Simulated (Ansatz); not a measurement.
Hg: pressure against volume scale

Results calculated with Ansatz 0.2.0, not measured. Plane-wave DFT, scalar-relativistic PAW made under PBE with cores redone for the functional, no dispersion; the given relaxed cell is scaled uniformly, energy at zero smearing counts from the unscaled cell, pressure at the given Fermi-Dirac smearing is positive in compression.

The cell before it is scaled or strained (space group Im-3m, No. 229):
```
CELL_PARAMETERS angstrom
-1.88160 1.88160 1.88160
1.88160 -1.88160 1.88160
1.88160 1.88160 -1.88160
ATOMIC_POSITIONS crystal
Hg 0.00000 0.00000 0.00000
```

Settings of every row: spin polarised no; functional r2SCAN; wave cutoff 500 eV; smearing width 0.1 eV; k mesh 13x13x13.

Atom starting moment: 0 on all atoms.

Limits: no dispersion: the cell expands far past the measured one; no spin-orbit coupling, which can matter with elements this heavy; the cell comes from a prototype or a list of computed structures and needn't be the stable phase.

```csv
row,volume scale,V (Å³/atom),pressure (GPa),energy change per atom (meV)
1,0.88,23.449,4.63,40.66
2,0.92,24.515,2.63,16.12
3,0.96,25.581,1.14,3.55
4,1.04,27.712,?,?
5,1.08,28.778,-1.12,8.97
6,1.12,29.844,-1.41,17.31
```

Question: what pressure should row 4 give?

Worked fit of pressure. Take u = (V_r/V)^(2/3) − 1 with V_r = 25.581 Å³ an atom, which is twice the finite (Eulerian) strain; such expansions in the strain, on which the Birch-Murnaghan equation of state is built, carry the rest volume and the bulk modulus. The shown rows have u = 0.05973, 0.02878, 0, -0.0755, -0.09765. Least squares give pressure = 1.15 + 45.91 × u + 204 × u² GPa; a straight line predicts inner rows, each left out in turn, worse (root mean square 0.54 against 0.037 GPa). The rows lie off it by 0.01, -0.01, -0.01, 0.03, -0.02. The pressure vanishes at u = -0.0287, or V = 26.72 Å³ an atom, and there the bulk modulus at fixed shape and fractions is B = −V dP/dV = (2/3)(1 + u) dP/du = 22.1 GPa. The withheld row has u = -0.05195, so the fit gives 1.15 + 45.91 × (-0.05195) + 204 × (-0.05195)² = -0.68 GPa.

The calculation gave -0.68 GPa. The fit meets it to the printed digit.

The other values of row 4: energy change per atom 2.7 meV.
